**Assigning five 7+ ions of the Cs–Lu series from their ionisation energies**

The table holds ΔSCF ionisation energies of Cs⁷⁺ to Lu⁷⁺ from non-relativistic and Dirac-Coulomb Hartree-Fock (configuration averages, radial basis limit), with first-order Breit and QED parts and NIST values. The program fits a screened hydrogenic formula and a (Zα)² scaling of the relativistic shift to ten rows that lose one 5p electron, and builds a 5p → 4f energy cycle from Dy⁷⁺ to predict Ho⁷⁺. The screening formula holds to 0.22 eV rms in the Dirac column and 0.25 eV in the non-relativistic one, and a quadratic interpolation predicts the Dirac values of La, Eu, Tb and Tm within 0.05 eV. The cycle misses the Dirac value of Ho by 1.9 eV and its shift by 0.5 eV, which still separates Ho from Tm, whereas ranking the Dirac column by Z swaps them and the non-relativistic column leaves them 0.21 eV apart. Differences of both levels from the NIST values are printed row by row.

Calculated values. B-spline radial atomic code 1, Cs7+ to Lu7+ at the basis limit: non-relativistic Hartree-Fock (configuration average, point nucleus) and Dirac-Coulomb Hartree-Fock (nl average, Fermi nucleus). IE is a ΔSCF energy without Breit, QED or recoil terms; the Breit and QED parts are first-order, QED from a radiative potential. NIST values run between ground levels.

## Numerical check

```python
# Table: ionisation energies (eV) of Cs7+..Lu7+, B-spline radial code, Delta-SCF, non-relativistic HF and
# Dirac-Coulomb HF (configuration averages), Breit/QED parts, NIST values. Tested: screening model, (Z alpha)^2
# scaling and a 5p->4f cycle, fitted on labelled rows, used to assign five unlabelled rows.
T = {
    'ion': ['Cs7+', 'Ba7+', 'La7+', 'Ce7+', 'Pr7+', 'Nd7+', 'Pm7+', 'Sm7+', 'Eu7+', 'Gd7+', 'Tb7+', 'Dy7+', 'Ho7+', 'Er7+', 'Tm7+', 'Yb7+', 'Lu7+'],
    'Z': [55, 56, 57, 58, 59, 60, 61, 62, 63, 64, 65, 66, 67, 68, 69, 70, 71],
    'N': [48, 49, 50, 51, 52, 53, 54, 55, 56, 57, 58, 59, 60, 61, 62, 63, 64],
    'configuration': ['[Kr] 4d10 5s2', '[Kr] 4d10 5s2 5p1', '[Kr] 4d10 5s2 5p2', '[Kr] 4d10 5s2 5p3', '[Kr] 4d10 4f1 5s2 5p3', '[Kr] 4d10 4f2 5s2 5p3', '[Kr] 4d10 4f3 5s2 5p3', '[Kr] 4d10 4f4 5s2 5p3', '[Kr] 4d10 4f5 5s2 5p3', '[Kr] 4d10 4f6 5s2 5p3', '[Kr] 4d10 4f7 5s2 5p3', '[Kr] 4d10 4f9 5s2 5p2', '[Kr] 4d10 4f9 5s2 5p3', '[Kr] 4d10 4f10 5s2 5p3', '[Kr] 4d10 4f11 5s2 5p3', '[Kr] 4d10 4f12 5s2 5p3', '[Kr] 4d10 4f13 5s2 5p3'],
    'ion_cfg': ['[Kr] 4d10 5s1', '[Kr] 4d10 5s2', '[Kr] 4d10 5s2 5p1', '[Kr] 4d10 5s2 5p2', '[Kr] 4d10 4f1 5s2 5p2', '[Kr] 4d10 4f2 5s2 5p2', '[Kr] 4d10 4f3 5s2 5p2', '[Kr] 4d10 4f4 5s2 5p2', '[Kr] 4d10 4f5 5s2 5p2', '[Kr] 4d10 4f6 5s2 5p2', '[Kr] 4d10 4f7 5s2 5p2', '[Kr] 4d10 4f8 5s2 5p2', '[Kr] 4d10 4f10 5s2 5p1', '[Kr] 4d10 4f10 5s2 5p2', '[Kr] 4d10 4f11 5s2 5p2', '[Kr] 4d10 4f12 5s2 5p2', '[Kr] 4d10 4f13 5s2 5p2'],
    'ie_nr': [104.706, 97.2819, 101.683, 106.128, 107.982, 109.795, 111.571, 113.314, 115.028, 116.715, 118.377, 114.66, 124.605, 123.237, 124.819, 126.384, 127.934],  # eV
    'ie_dirac': [108.433, 98.2841, 102.766, 107.299, 109.322, 111.308, 113.263, 115.192, 117.098, 118.986, 120.857, 109.996, 135.42, 126.4, 128.23, 130.054, 131.875],  # eV
    'rel': [3.728, 1.002, 1.083, 1.171, 1.34, 1.513, 1.692, 1.878, 2.071, 2.271, 2.48, -4.664, 10.81, 3.163, 3.411, 3.67, 3.942],  # eV
    'breit': [-0.0475, -0.058, -0.0617, -0.0656, -0.0717, -0.0778, -0.0838, -0.0897, -0.0957, -0.102, -0.108, 0.0857, -0.327, -0.126, -0.132, -0.138, -0.145],  # eV
    'qed': [-0.0496, 0.00417, 0.00421, 0.00423, 0.00389, 0.00355, 0.00319, 0.00281, 0.00241, 0.00199, 0.00153, 0.0258, -0.026, -9.61e-06, -0.00062, -0.00128, -0.00194],  # eV
    'tab': [110.1, 101.0, 105.0, 106.0, 112.0, 114.0, 116.0, 118.0, 120.0, 123.0, 125.0, 127.0, 129.0, 131.0, 133.0, 135.0, 136.0],  # eV
    'tab_kind': ['semi-empirical', 'theory', 'theory', 'theory', 'theory', 'theory', 'theory', 'theory', 'theory', 'theory', 'theory', 'theory', 'theory', 'theory', 'theory', 'theory', 'theory'],
    'unc': [0.6, 2.1, 2.1, 2.1, 6.0, 6.0, 6.0, 6.0, 6.0, 6.0, 6.0, 6.0, 6.0, 7.0, 7.0, 7.0, 7.0],  # eV
}
import re
import numpy as np
from scipy.constants import alpha, physical_constants as pc
Ry = pc['Rydberg constant times hc in eV'][0]; Ha = 2*Ry
ion = list(T['ion']); Z = np.array(T['Z'], float); n = len(ion)
occ = lambda c, s: int((re.search(s+r'(\d+)', c) or [0, 0])[1])
O = {s: np.array([occ(c, s) for c in T['configuration']]) for s in ('5s', '5p', '4f')}
D = {s: O[s]-np.array([occ(c, s) for c in T['ion_cfg']]) for s in O}
C = {k: np.array(T[k], float) for k in ('ie_nr', 'ie_dirac', 'rel', 'breit', 'qed', 'tab', 'unc')}
hid = [2, 8, 10, 12, 14]; dy, ho, cs = ion.index('Dy7+'), ion.index('Ho7+'), ion.index('Cs7+')
p1 = (D['5p'] == 1) & (D['4f'] == 0); fit = p1.copy(); fit[hid] = False
p, f = O['5p'].astype(float), O['4f'].astype(float)
p[dy] += 1; f[dy] -= 1   # Dy evaluated for the hypothetical 4f8 5p3; Ho for loss of one 5p
X1 = np.c_[np.ones(n), p, f]; X2 = np.c_[X1, f**2]
ls = lambda X, y: np.linalg.lstsq(X[fit], y[fit], rcond=None)[0]
err = lambda r: 'rms %.3f worst %s %+.3f eV' % (np.sqrt(np.mean(r[fit]**2)), ion[np.argmax(abs(r)*fit)], r[np.argmax(abs(r)*fit)])
print('rounding floor: IE, shift 0.0005 eV (Ho shift 0.005), NIST theory 0.5 eV; fit rows:', int(fit.sum()))
for k in ('ie_nr', 'ie_dirac'):
    b = ls(X1, 5*np.sqrt(C[k]/Ry)); rA = C[k]-Ry*(X1@b)**2/25
    print('A %s: Zeff=%.3f+%.3f np+%.3f nf; %s; with nf^2: %s' % (k, *b, err(rA), err(C[k]-X2@ls(X2, C[k]))))
sc = (Z*alpha)**2*C['ie_nr']; red = C['rel']/sc
c = ls(X1[:, [0, 2]], red); rB = C['rel']-sc*(c[0]+c[1]*f)
e = np.polyfit(np.log(Z[fit]), np.log(C['rel'][fit]), 1); rP = C['rel']-np.exp(np.polyval(e, np.log(Z)))
print('B shift=(Za)^2 IEnr(%.4f+%.5f nf): %s | rival Z^%.2f: %s' % (*c, err(rB), e[0], err(rP)))
print('ion(*hidden) lost s,p,f | resid A Dirac | shift/((Za)^2 IE) | resid B, power | NR-NIST, Dirac-NIST eV, /unc')
for i in range(n):
    g = C['ie_dirac'][i]-C['tab'][i]
    print('%s%s %d,%d,%d | %+.2f | %+.4f | %+.3f %+.3f | %+.2f %+.2f %+.2f' % (ion[i], '*' if i in hid else ' ', D['5s'][i], D['5p'][i], D['4f'][i],
          rA[i], red[i], rB[i], rP[i], C['ie_nr'][i]-C['tab'][i], g, g/C['unc'][i]))
K = ('ie_nr', 'ie_dirac', 'rel', 'breit', 'qed')
P = {k: X2@ls(X2, C[k]) for k in K}
fm = lambda v: ' '.join('%s %.4g' % (k, x) for k, x in zip(K, v))
print('interpolated 5p loss, Dy (eV):', fm([P[k][dy] for k in K]))
print('interpolated 5p loss, Ho (eV):', fm([P[k][ho] for k in K]))
print('5p->4f transfer in Dy7+ (eV):', fm([P[k][dy]-C[k][dy] for k in K]))
print('5p->4f transfer in Ho8+ (eV):', fm([C[k][ho]-P[k][ho] for k in K]))
for k in K:
    P[k][ho] += P[k][dy]-C[k][dy]
print('hidden rows, predicted/table (eV):', *K)
for i in hid:
    print(ion[i], ' '.join('%.3f/%.3f' % (P[k][i], C[k][i]) for k in K))
h = np.array(hid); wrong = lambda a, b: [ion[j] for j, m in zip(a, b) if j != m] or 'none'
for k in K+('tab',):
    s = np.sign(np.polyfit(Z[fit], C[k][fit], 1)[0]); o = h[np.argsort(s*C[k][h])]
    m = wrong(o, h[np.argsort(s*P[k][h])]) if k in P else 'n/a'
    print(k, 'misassigned by Z rank:', wrong(o, h), '| by model:', m, '| gaps eV', np.round(np.diff(C[k][o]), 3))
d = C['ie_dirac']; nr = C['ie_nr']
print('slope eV/element Dirac (NR): Ba-Ce %.2f (%.2f), Ce-Pr %.2f (%.2f), Yb-Lu %.2f (%.2f); Ho-Lu Dirac %+.2f' % (
      (d[3]-d[1])/2, (nr[3]-nr[1])/2, d[4]-d[3], nr[4]-nr[3], d[16]-d[15], nr[16]-nr[15], d[ho]-d[16]))
print('shift in %% of IEnr: Cs %.2f Ba %.2f Lu %.2f Dy %.2f Ho %.2f; Cs Dirac+Breit+QED-NIST %+.2f eV' % (
      *(100*C['rel'][[cs, 1, 16, dy, ho]]/nr[[cs, 1, 16, dy, ho]]), d[cs]+C['breit'][cs]+C['qed'][cs]-C['tab'][cs]))
# typed from further outputs of the same runs: 5p orbital energies of the 8+ ions; Dirac sum of r^2, 7+ and 8+
print('5p3/2-5p1/2 orbital splitting: Ce8+ %.2f, Er8+ %.2f eV' % ((4.594236-4.446199)*Ha, (5.480443-5.19591)*Ha))
print('drop of sum r^2 on ionisation (bohr^2): Tb %.2f Dy %.2f Ho %.2f Er %.2f' % (
      22.72638-20.23633, 21.72636-20.08978, 22.29793-19.15574, 22.08311-19.78599))
assert np.all(np.diff(d[p1]) > 0) and np.all(np.diff(C['rel'][p1]) > 0)
assert list(np.where(C['rel'] < 0)[0]) == [dy] and np.argmax(C['rel']) == ho
assert red[1:4].max()/red[1:4].min() < 1.03 and c[1] > 0
assert b[1] > b[2] > 0
```

Running it gives:

```
rounding floor: IE, shift 0.0005 eV (Ho shift 0.005), NIST theory 0.5 eV; fit rows: 10
A ie_nr: Zeff=13.058+0.311 np+0.105 nf; rms 0.253 worst Ce7+ -0.429 eV; with nf^2: rms 0.017 worst Er7+ -0.031 eV
A ie_dirac: Zeff=13.125+0.314 np+0.117 nf; rms 0.216 worst Ce7+ -0.375 eV; with nf^2: rms 0.022 worst Er7+ -0.040 eV
B shift=(Za)^2 IEnr(0.0632+0.00407 nf): rms 0.028 worst Lu7+ -0.043 eV | rival Z^5.89: rms 0.053 worst Lu7+ -0.102 eV
ion(*hidden) lost s,p,f | resid A Dirac | shift/((Za)^2 IE) | resid B, power | NR-NIST, Dirac-NIST eV, /unc
Cs7+  1,0,0 | +14.68 | +0.2210 | +2.662 +2.828 | -5.39 -1.67 -2.78
Ba7+  0,1,0 | +0.00 | +0.0617 | -0.024 +0.001 | -3.72 -2.72 -1.29
La7+* 0,1,0 | -0.16 | +0.0616 | -0.028 -0.027 | -3.32 -2.23 -1.06
Ce7+  0,1,0 | -0.38 | +0.0616 | -0.030 -0.059 | +0.13 +1.30 +0.62
Pr7+  0,1,0 | -0.15 | +0.0669 | -0.006 -0.020 | -4.02 -2.68 -0.45
Nd7+  0,1,0 | +0.03 | +0.0719 | +0.012 +0.011 | -4.20 -2.69 -0.45
Pm7+  0,1,0 | +0.16 | +0.0765 | +0.026 +0.037 | -4.43 -2.74 -0.46
Sm7+  0,1,0 | +0.26 | +0.0810 | +0.035 +0.057 | -4.69 -2.81 -0.47
Eu7+* 0,1,0 | +0.31 | +0.0852 | +0.041 +0.070 | -4.97 -2.90 -0.48
Gd7+  0,1,0 | +0.33 | +0.0892 | +0.042 +0.075 | -6.28 -4.01 -0.67
Tb7+* 0,1,0 | +0.32 | +0.0931 | +0.039 +0.075 | -6.62 -4.14 -0.69
Dy7+  0,0,1 | -12.44 | -0.1754 | -7.209 -7.295 | -12.34 -17.00 -2.83
Ho7+* 0,2,-1 | +11.07 | +0.3629 | +7.838 +7.935 | -4.39 +6.42 +1.07
Er7+  0,1,0 | +0.13 | +0.1042 | +0.012 +0.026 | -7.76 -4.60 -0.66
Tm7+* 0,1,0 | +0.01 | +0.1078 | -0.003 -0.007 | -8.18 -4.77 -0.68
Yb7+  0,1,0 | -0.12 | +0.1113 | -0.022 -0.050 | -8.62 -4.95 -0.71
Lu7+  0,1,0 | -0.27 | +0.1148 | -0.043 -0.102 | -8.07 -4.12 -0.59
interpolated 5p loss, Dy (eV): ie_nr 120 ie_dirac 122.8 rel 2.706 breit -0.114 qed 0.001013
interpolated 5p loss, Ho (eV): ie_nr 121.7 ie_dirac 124.6 rel 2.935 breit -0.1201 qed 0.0004853
5p->4f transfer in Dy7+ (eV): ie_nr 5.387 ie_dirac 12.76 rel 7.37 breit -0.1997 qed -0.02479
5p->4f transfer in Ho8+ (eV): ie_nr 2.935 ie_dirac 10.82 rel 7.875 breit -0.2069 qed -0.02649
hidden rows, predicted/table (eV): ie_nr ie_dirac rel breit qed
La7+ 101.718/101.683 102.808/102.766 1.090/1.083 -0.062/-0.062 0.004/0.004
Eu7+ 115.026/115.028 117.095/117.098 2.069/2.071 -0.096/-0.096 0.002/0.002
Tb7+ 118.398/118.377 120.883/120.857 2.485/2.480 -0.108/-0.108 0.002/0.002
Ho7+ 127.056/124.605 137.360/135.420 10.304/10.810 -0.320/-0.327 -0.024/-0.026
Tm7+ 124.841/124.819 128.259/128.230 3.418/3.411 -0.132/-0.132 -0.001/-0.001
ie_nr misassigned by Z rank: none | by model: ['Ho7+', 'Tm7+'] | gaps eV [13.345  3.349  6.228  0.214]
ie_dirac misassigned by Z rank: ['Tm7+', 'Ho7+'] | by model: none | gaps eV [14.332  3.759  7.373  7.19 ]
rel misassigned by Z rank: ['Tm7+', 'Ho7+'] | by model: none | gaps eV [0.988 0.409 0.931 7.399]
breit misassigned by Z rank: ['Tm7+', 'Ho7+'] | by model: none | gaps eV [-0.034 -0.012 -0.024 -0.195]
qed misassigned by Z rank: ['Tm7+', 'Ho7+'] | by model: none | gaps eV [-0.002 -0.001 -0.002 -0.025]
tab misassigned by Z rank: none | by model: n/a | gaps eV [15.  5.  4.  4.]
slope eV/element Dirac (NR): Ba-Ce 4.51 (4.42), Ce-Pr 2.02 (1.85), Yb-Lu 1.82 (1.55); Ho-Lu Dirac +3.54
shift in % of IEnr: Cs 3.56 Ba 1.03 Lu 3.08 Dy -4.07 Ho 8.68; Cs Dirac+Breit+QED-NIST -1.76 eV
5p3/2-5p1/2 orbital splitting: Ce8+ 4.03, Er8+ 7.74 eV
drop of sum r^2 on ionisation (bohr^2): Tb 2.49 Dy 1.64 Ho 3.14 Er 2.30
```
